**Q:** I have the LDA bands of cubic silicon carbide, and I know that their gap is too small. A $G_0W_0$ calculation would correct them, but I have no computer time for one. Can I correct the levels with pencil and paper?

**A:** For the bands on either side of the gap, yes, to about a tenth of an electronvolt. You can judge that from a run in which both sets of levels are known. Each point of the mesh has two rows here, one for the top filled band and one for the first empty band. The "state start level" is the LDA energy and the "state corrected level" is the $G_0W_0$ energy.

ABINIT 10.8.3, one-shot G0W0 on LDA for cubic SiC (relaxed cell), with PseudoDojo NC SR LDA v0.4.1 standard potentials, a 6×6×6 k mesh and a 1006.82 eV plane-wave cutoff. The GW step uses the Godby-Needs plasmon-pole model, 44 bands and cutoffs of 22 Ha (wavefunctions) and 5 Ha (dielectric matrix). Each column of levels counts from its own highest filled level.

```csv
row,state k a (reciprocal cell vector),state k b (reciprocal cell vector),state k c (reciprocal cell vector),state band,state start level (eV),state corrected level (eV),state weight z
1,0.000,0.000,0.000,top filled,0.000,0.000,0.795
2,0.000,0.000,0.000,first empty,6.546,7.512,0.792
3,0.167,0.000,0.000,top filled,-0.334,-0.378,0.795
4,0.167,0.000,0.000,first empty,6.502,7.423,0.803
5,0.333,0.000,0.000,top filled,-0.854,-0.961,0.793
6,0.333,0.000,0.000,first empty,5.832,6.771,0.806
7,0.500,0.000,0.000,top filled,-1.064,-1.196,0.792
8,0.500,0.000,0.000,first empty,5.585,6.533,0.807
9,0.167,0.167,0.000,top filled,-1.130,-1.263,0.793
10,0.167,0.167,0.000,first empty,5.561,6.403,0.812
11,0.333,0.167,0.000,top filled,-1.774,-1.973,0.791
12,0.333,0.167,0.000,first empty,4.915,5.818,0.813
13,0.500,0.167,0.000,top filled,-1.780,-1.980,0.791
14,0.500,0.167,0.000,first empty,4.830,5.780,0.814
15,-0.333,0.167,0.000,top filled,-1.167,-1.308,0.792
16,-0.333,0.167,0.000,first empty,5.701,6.695,0.811
17,-0.167,0.167,0.000,top filled,-0.378,-0.431,0.794
18,-0.167,0.167,0.000,first empty,7.062,8.110,0.803
19,0.333,0.333,0.000,top filled,-2.656,-2.935,0.788
20,0.333,0.333,0.000,first empty,2.602,3.409,0.819
21,0.500,0.333,0.000,top filled,-2.827,-3.120,0.787
22,0.500,0.333,0.000,first empty,2.688,3.547,0.819
23,-0.333,0.333,0.000,top filled,-2.210,-2.450,0.789
24,-0.333,0.333,0.000,first empty,3.792,4.715,0.817
25,0.500,0.500,0.000,top filled,-3.244,-3.569,0.785
26,0.500,0.500,0.000,first empty,1.303,2.086,0.821
27,0.500,0.333,0.167,top filled,-2.468,-2.707,0.790
28,0.500,0.333,0.167,first empty,4.876,5.874,0.810
29,-0.333,0.333,0.167,top filled,-3.193,-3.479,0.788
30,-0.333,0.333,0.167,first empty,5.090,6.151,0.809
31,-0.333,0.500,0.167,top filled,-4.485,-4.849,0.784
32,-0.333,0.500,0.167,first empty,3.969,4.942,0.811
```

**Q:** Every empty level moves up and the filled ones move down. What pushes them apart?

**A:** Mostly exchange, which no local potential can fit to each state separately. In LDA a filled and an empty state feel the same local potential. In $G_0W_0$ the exchange is non-local: it depends on how strongly a state overlaps with the filled states around it. A filled state belongs to that crowd and is bound more firmly by it, while an empty state gains much less. That is the standard theoretical account; the table shows its result, a wider gap, but doesn't separate exchange from the rest of the self-energy. The sinking of the filled levels is a second, smaller effect. Each column is counted from its own valence top, so it means that the lower levels move further away from that top.

**Q:** How large should the effect be? I'd like to know whether to expect a tenth of an electronvolt or ten.

**A:** Exchange spares a filled state some of the repulsion within its own bond. A fair scale is therefore the repulsion of two electrons one bond length apart, weakened by the polarisation of the crystal. That energy is $e^2/(\epsilon d)$, where $d$ is the Si–C distance and $\epsilon$ the dielectric constant, both calculated for this crystal. With $e^2$ at about 14 eV Å, $\epsilon$ at 7.2 and $d$ at 1.9 Å, it comes to about 1 eV. The empty levels in fact rise by 0.93 eV on average. Take the agreement as one of order of magnitude only, because one bond length is a guess, and at so short a distance the crystal screens less fully than $\epsilon$ suggests.

The estimate does tell you which way to lean for a related semiconductor. Stronger screening and longer bonds should make the correction smaller, and weaker screening should make it larger.

**Q:** Then I simply add 0.9 eV to everything empty and leave the filled levels alone?

**A:** That gets the main step right but misses a gentler effect on both sides of it. Exchange tends to weaken as you climb through the bands, as it does in a gas of free electrons. Deep filled states should therefore gain more binding than shallow ones, and high empty states should gain less than low ones. Screening works against this trend and can cancel or even reverse it, so the argument makes a stretch plausible but doesn't guarantee one. Where exchange wins, the correction looks like a step at the gap with a slope on either side, so that the bands are slightly stretched as well as pulled apart. The table agrees in broad outline, though the slope among the empty levels is loose.

**Q:** Give me the rule, then.

**A:** Call the LDA level $E$ and the corrected level $E'$, both counted from the top of the valence band:

$$E'_{\text{filled}} \approx 1.10\,E, \qquad E'_{\text{empty}} \approx 1.03\,E + 0.8\ \text{eV}.$$

The 0.8 eV is the step, and the two factors are the stretch. The filled branch needs no added constant because each column sets its own valence top to zero. I fitted the three constants by least squares to the corrections in all 32 rows and then rounded them for use by hand. The printed output after this exchange gives the unrounded fit.

**Q:** Show me the gap first, since that is what I need most.

**A:** The lowest empty level is in row 26, at the point called X on the boundary of the Brillouin zone, and the highest filled level is at the zone centre. The LDA gap is therefore the start level of row 26:

$$1.303 \times 1.03 + 0.8 = 2.14\ \text{eV}.$$

The $G_0W_0$ calculation gives 2.09 eV, so the rule is about 0.06 eV too high. The whole correction at this point is 0.78 eV, and the rule therefore errs by less than a tenth of it.

**Q:** And a filled level? Please don't pick one that flatters the rule.

**A:** Take row 31, the deepest filled level in the table:

$$-4.485 \times 1.10 = -4.93\ \text{eV}.$$

The calculation gives −4.85 eV, and this is the largest miss among the filled levels. Both worked rows were part of the fit, so they show how to use the rule and are no independent test of it.

The miss has a pattern behind it. The filled levels don't sink by a fixed fraction of their depth: it is about 13 per cent in row 3, just below the top, and only 8 per cent in row 31. A single factor of 1.10 is a compromise between the two. I wouldn't carry it down to the lower valence bands, where it would probably overshoot further.

**Q:** How well does the rule do over the whole table?

**A:** The typical (root-mean-square) miss against $G_0W_0$ is 0.03 eV for the filled levels and 0.06 eV for the empty ones. The largest miss anywhere is 0.12 eV, in row 10. If you left the filled levels where LDA puts them, their typical miss would be 0.22 eV, so the factor of 1.10 is well worth remembering.

**Q:** Could a cleverer formula bring the empty levels down to a hundredth of an electronvolt?

**A:** Not a smooth one that uses only the energy. Compare rows 8 and 10: their start levels differ by only 0.02 eV, yet the first rises by 0.11 eV more than the second. Two states at similar energies can have different shapes, and exchange depends on shape. I suspect that this is the source of the scatter, but testing it would require a look at the orbitals themselves.

**Q:** What is the last column, "state weight z"? Do I have to correct for it?

**A:** No, it is already inside the corrected levels. The self-energy depends on the energy at which it is evaluated, so when a level moves, part of its correction is taken back. The weight is the fraction that survives, here about four fifths. It varies only from 0.784 to 0.821 over the table, so it scales all corrections nearly alike. That is one reason why so few constants can serve so many states.

**Q:** I work on SiC devices. Does an error of 0.06 eV in the gap matter to me?

**A:** It depends on what you calculate from it. The density of intrinsic carriers varies as $\exp(-E_g/2k_BT)$, where $E_g$ is the gap, so an error in the gap is magnified exponentially. In a doped device the dopants supply most of the carriers, and the intrinsic density matters mainly for leakage currents and at high temperature. At 300 K, with all else equal, the LDA gap gives about four million times more carriers than the $G_0W_0$ gap. The hand rule gives about three times too few. Both factors are measured against the $G_0W_0$ gap, which is itself uncertain by more than 0.06 eV, so none of these three gaps should go into a design. Check the crystal form as well: most SiC power devices use the hexagonal 4H form, whose gap is much wider than that of the cubic one.

If you need only the gap, a flat rise of 0.8 eV would do; the factor of 1.03 lets the same rule serve the higher levels. The band edge rises least of all the empty levels, so a flat rise of 0.9 eV, which suits their average, puts the gap 0.12 eV too high, twice the miss of the full rule. In the carrier density that would be a factor of about ten.

**Q:** May I use the corrected levels to find the barrier between SiC and a gate oxide?

**A:** Not by themselves. A barrier depends on where the valence top of SiC lies relative to that of the oxide, and $G_0W_0$ moves the valence top too. Here that movement is hidden, because both columns are set to zero at that level. The rule gives you gaps and the spacing of levels within SiC, but a band offset needs the absolute shift on both sides of the interface and the line-up of the two potentials across it.

**Q:** And how close is all this to a real crystal?

**A:** The rule can be no better than the calculation it imitates. That run is not converged in the number of bands, the cutoffs or the mesh, and its atoms are held still. The measured gap of cubic SiC is wider than the calculated one by some tenths of an electronvolt. Part of that may come from the method, since one-shot $G_0W_0$ on LDA often leaves gaps somewhat low, and part from the settings; this run can't separate the two. The static atoms are an unlikely cause, because vibrations usually narrow such a gap. For an absolute gap, this uncertainty outweighs the miss of the hand rule.

**Q:** Can I at least take the three constants to another semiconductor?

**A:** Take the form and leave the numbers. A step at the gap is to be expected in other semiconductors too, and $e^2/(\epsilon d)$ gives you a first idea of its size. The stretch is less certain, because screening works against it and may leave little of it. The constants themselves belong to SiC and to these two bands. For another material, three corrected levels would already let you reset the two that matter most, the 0.8 eV and the 1.10. You need both band edges and one deep filled level, because everything is counted from the corrected valence top.

The analysis program printed:

```
fit of shift on 32 rows: coefficient of vstart 0.09727 +/- 0.0053, coefficient of estep 0.7687 +/- 0.038, coefficient of estart 0.03403 +/- 0.0076; rms 0.0442, worst 30 -0.119, leave-one-out rms 0.0499
fit of shift on 32 rows: coefficient of vstart 0.09727 +/- 0.0067, coefficient of estep 0.9322 +/- 0.015; rms 0.0575, worst 26 0.149, leave-one-out rms 0.0622
mean rise of the empty levels, eV: 0.9322
smallest rise of an empty level, eV: 0.783
largest rise of an empty level, eV: 1.061
hand rule, rms miss of filled levels, eV: 0.02871
hand rule, rms miss of empty levels, eV: 0.05786
hand rule, largest miss of a filled level, eV: 0.0845
hand rule, largest miss of an empty level, eV: 0.1248
hand rule, estimate for row 26, eV: 2.142
hand rule, estimate less computed for row 26, eV: 0.05609
hand rule, estimate for row 31, eV: -4.934
hand rule, estimate less computed for row 31, eV: -0.0845
constant rise of 0.9 eV, rms miss of empty levels, eV: 0.08316
constant rise of 0.9 eV, estimate less computed for row 26, eV: 0.117
filled levels left alone, rms miss, eV: 0.2235
sinking of row 3 in percent of its depth: 13.17
sinking of row 31 in percent of its depth: 8.116
start level of row 30 less row 12, eV: 0.175
rise of row 30 less rise of row 12, eV: 0.158
correlation of rise and start level, empty levels without the band edge: 0.548
scale e2/(eps d), eV: 1.073
factor in intrinsic carriers at 300 K from the LDA gap error against G0W0: 3774944
factor in intrinsic carriers at 300 K from the miss of the hand rule: 2.959
```
